PtSe2 is bent here like a hinge: both Pt–Se bonds keep the length $r = 2.33$ Å while the Se–Pt–Se angle $\theta$ is stepped, at the unrestricted B3LYP level. $E$ is the energy above the relaxed structure and $\mu$ the magnitude of the dipole moment.

PtSe2 (multiplicity 5, gas phase) was computed with PySCF 2.14.0 at the unrestricted B3LYP/def2-SVP level, with density fitting, a 60-electron core potential on Pt and no spin-orbit coupling. The angle 2-1-3 is Se–Pt–Se, stepped with both bonds fixed at 2.33 Å. E is the energy above the relaxed structure, whose angle is 133°.

| angle 2-1-3, bonds fixed (°) | E PtSe2 (kJ/mol) | dipole PtSe2 (D) |
| --- | --- | --- |
| 80 | 156.2 | 0.93 |
| 90 | 86.5 | 0.80 |
| 100 | 44.5 | 0.69 |
| 110 | 19.5 | 0.60 |
| 120 | 5.5 | 0.53 |
| 130 | 0.1 | 0.51 |
| 140 | 1.8 | 0.51 |
| 150 | 9.6 | 0.55 |
| 160 | 22.9 | 0.60 |
| 170 | 40.4 | 0.67 |

**All rows: which electronic state is being bent?**

The core potential replaces 60 electrons of Pt, which leaves 86 explicit electrons, 45 of one spin and 41 of the other. Four unpaired electrons mean $S = 2$ and an ideal $\langle S^2\rangle = S(S+1) = 6$. The same calculation gives 6.010 to 6.012 along the whole scan, so spin contamination is negligible. That doesn't prove that the same orbitals stay occupied, because two quintets with different occupations have the same $\langle S^2\rangle$. The multiplicity was imposed, and the solution is the lowest one found for it. The Walsh argument says why this matters: bending lowers some orbitals and raises others, so the preferred angle depends on which are filled. The bent shape therefore belongs to this quintet, and nothing shows it to be the shape of the ground state.

**80° to 110°: why is closing the angle so costly?**

$E$ falls from 156.2 to 19.5 kJ/mol over this stretch, and each step is smaller than the one before. With fixed bonds the Se···Se distance is $2r\sin(\theta/2)$, which gives 3.00 Å at 80° and 3.82 Å at 110°. A rough recalled van der Waals contact of two Se atoms is 3.8 Å, and a single Se–Se bond is roughly 2.4 Å. The stretch thus runs from first contact to a distance well inside it, yet still longer than a bond.

The stiffness is measured by the second difference $E(\theta+10°) - 2E(\theta) + E(\theta-10°)$. It is 27.7 kJ/mol at 90° and 7.1 at 130°, a ratio of 3.9. The numbers show that the stiffening accompanies the closer contact. The cause is argued: when filled orbitals on the two Se atoms overlap, the Pauli principle forces them to stay orthogonal, which raises the kinetic energy, and the overlap grows roughly exponentially as the distance shrinks. The overlap of Se orbitals with the Pt d orbitals changes with angle too and adds to this; a total energy can't separate the two.

For a neighbouring molecule the contact angle follows from $\sin(\theta/2) = R/r$, with $R$ the ligand's contact radius; here it is 109°. A lighter chalcogen has a smaller $R$ but also a shorter bond, so its wall need not begin at a smaller angle. No isomer with an Se–Se bond was sought, and such a structure could open a second well at small angles.

**80° to 130°: does geometry alone account for the falling dipole?**

Suppose each bond carries a dipole $m$ of fixed size along the bond. The components along the Se···Se line cancel and those along the bisector add, so $\mu = 2m\cos(\theta/2)$. Taking the ratio to the 80° row removes $m$:

$$\mu(\theta) = \mu(80°)\,\frac{\cos(\theta/2)}{\cos 40°}.$$

At 110°, a row that doesn't enter the scale, this gives $0.93 \times 0.574/0.766 = 0.70$ D. The table has 0.60 D, 14 % below the estimate, and this is the worst row from 90° to 130°. The misfit is far larger than the rounding, so the bond dipoles aren't strictly constant. The projection alone would give a fall of about the size of the 45 % seen between 80° and 130°, which is agreement in size and no proof of the cause. The close agreement at 130° itself deserves little weight, since the ratio of table to estimate is there passing from below one to above one.

Written as point charges, $m = qr$, the 80° row gives $q = 0.93/(4.8 \times 2 \times 2.33 \times 0.766) = 0.054\,e$, with 4.8 D per $e$·Å. So small a value fits two elements of similar electronegativity. It isn't an atomic charge, because lone pairs and polarised d shells contribute to $\mu$ as well, and a magnitude doesn't say which end is negative.

**120° to 150°: where is the minimum, how soft is it, and which digits hold?**

A quartic passed exactly through the five unrounded energies from 110° to 150° has its minimum at 132.4°, close to the 132.7° of the relaxed coordinates. The 0.1 kJ/mol at 130° only says that the grid steps past the minimum. The curvature there is $k = 0.067$ kJ/mol per deg². Setting $\tfrac12 k\,\Delta\theta^2$ equal to $RT = 2.48$ kJ/mol at 298 K gives $\Delta\theta = \sqrt{2 \times 2.48/0.067} \approx 9°$. The angle is loosely held.

The quartic's minimum lies at $-0.09$ kJ/mol where zero is expected, so the scan and its reference energy agree only to about a tenth of a kJ/mol. Rounding alone allows $\pm 0.1$ in a step and $\pm 0.2$ in a second difference, and the equal dipoles at 130° and 140° can't be ordered from two decimals; the unrounded values of the run put 130° slightly lower. These are digits of the calculation. With a small double-zeta basis, no spin-orbit coupling and one determinant, the physical accuracy is untested, and in so soft a well a tilt of 1 kJ/mol per 10° would move the minimum by $0.1/0.067 \approx 1.5°$.

The well is lopsided: closing by 42° costs 86.5 kJ/mol and opening by 38° only 40.4, a factor of 2.1 of which the unequal offsets explain only 1.2. The Se···Se wall is a likely part of this. The second difference keeps falling beyond 110°, however, where the atoms are out of contact. A smooth curve would have to level off at 180°, because bending past it reproduces the same shapes, and that would lower the curvature on the open side. This calculation doesn't show the levelling, so the rest of the lopsidedness stays unexplained.

**140° to 170°: why does the dipole rise as the molecule straightens?**

The cosine law fails here in direction as well as size. It predicts 0.11 D at 170°; the table has 0.67 D, larger by a factor of 6.3, and $q$ would have to grow to $0.34\,e$. Charge can flow as the angle opens, but any density that shares the symmetry of the nuclei has its dipole along the bisector and must lose it at 180°, where the molecule has a centre of inversion.

Water is the simple case: on straightening, its dipole runs to zero and its energy rounds over a smooth top. The comparison fixes what symmetry requires of the end point. It says nothing about the path for PtSe2, since water is a closed shell with one isolated state, while an open-shell platinum compound has many close-lying occupations.

The same scan continues to 180°, where it gives 58 kJ/mol and 0.66 D. That dipole shows a density of lower symmetry than the nuclei, an artefact of the single determinant, and $\langle S^2\rangle = 6.0095$ gives no sign of it. The rise from 0.51 D leads up to this point. It is a guess that a polarisation which doesn't shrink with $\cos(\theta/2)$ grows over this stretch. If it points along the bisector, it respects the symmetry of the bent nuclei and breaks only that of the linear ones. The unrounded dipoles of the run change smoothly from 80° to 170° and mark no angle of onset. The rise can't be read as growing bond polarity.

**170° to 180°: is 58 kJ/mol the barrier to linearity?**

Let $\delta = 180° - \theta$. Bending by $+\delta$ and $-\delta$ gives the same molecule, so a smooth curve is even in $\delta$ and starts as $E = E_{180} - a\delta^2$. The step from $\delta = 10°$ to 0 is then $100a$ and that from 20° to 10° is $400a - 100a = 300a$, a ratio of 1/3. That value needs the quadratic form to hold out to $\delta = 20°$, and the still positive second difference at 160° says it doesn't; higher even terms would raise the ratio, so 1/3 is only the limiting case. The calculation gives 17.6 kJ/mol for both steps, a ratio of 1.00, with no sign of levelling. The second difference drops from 4.2 at 160° to 0.1 at 170°, which is zero within rounding, where the quadratic top needs a strongly negative value.

Theory offers a mechanism. If the broken density is polarised sideways to the axis, it pushes Pt off the line even at 180°, so the slope need not vanish; its mirror image favours the opposite bend, and the two curves cross in a cusp. A density shifted towards one Se but still round about the axis would carry a dipole and no such slope. A change of occupation between 170° and 180° fits as well: the dipole, which rose by 0.07 D in the step before, falls slightly in the last. A smooth turnover squeezed into the last few degrees is also possible. None of these is tested, and 58 kJ/mol is the energy of one broken solution, not a clean barrier.

**What would change with the settings or the element?**

Relaxing the bonds on the same surface can only lower each point or leave it, since the zero is already relaxed; the compressed small-angle rows have the most obvious strain to release. Spin-orbit coupling matters before the functional can be blamed. The Pt 5d coupling constant is roughly half an electronvolt, a recalled size comparable with the whole rise to 180°. A linear molecule can keep orbital angular momentum about its axis and bending quenches it, so for an orbitally degenerate state the coupling would lower the linear end more than the bent well. Another multiplicity fills other orbitals and can prefer another angle: the lighter PtO2 is known from matrix isolation as a linear singlet, which warns against carrying 133° over to other spins or ligands without predicting anything for selenium.

The question left open is which way the dipole points as the molecule straightens. The two equal bonds of the relaxed structure speak against a shift towards one Se near the minimum. The components of $\mu$ along the bisector, along the Se···Se line and out of the plane would decide the rest. A scan with the symmetry imposed would expose the last two only: a polarisation along the bisector is allowed at every bent angle, and the two scans would then part only at 180°.
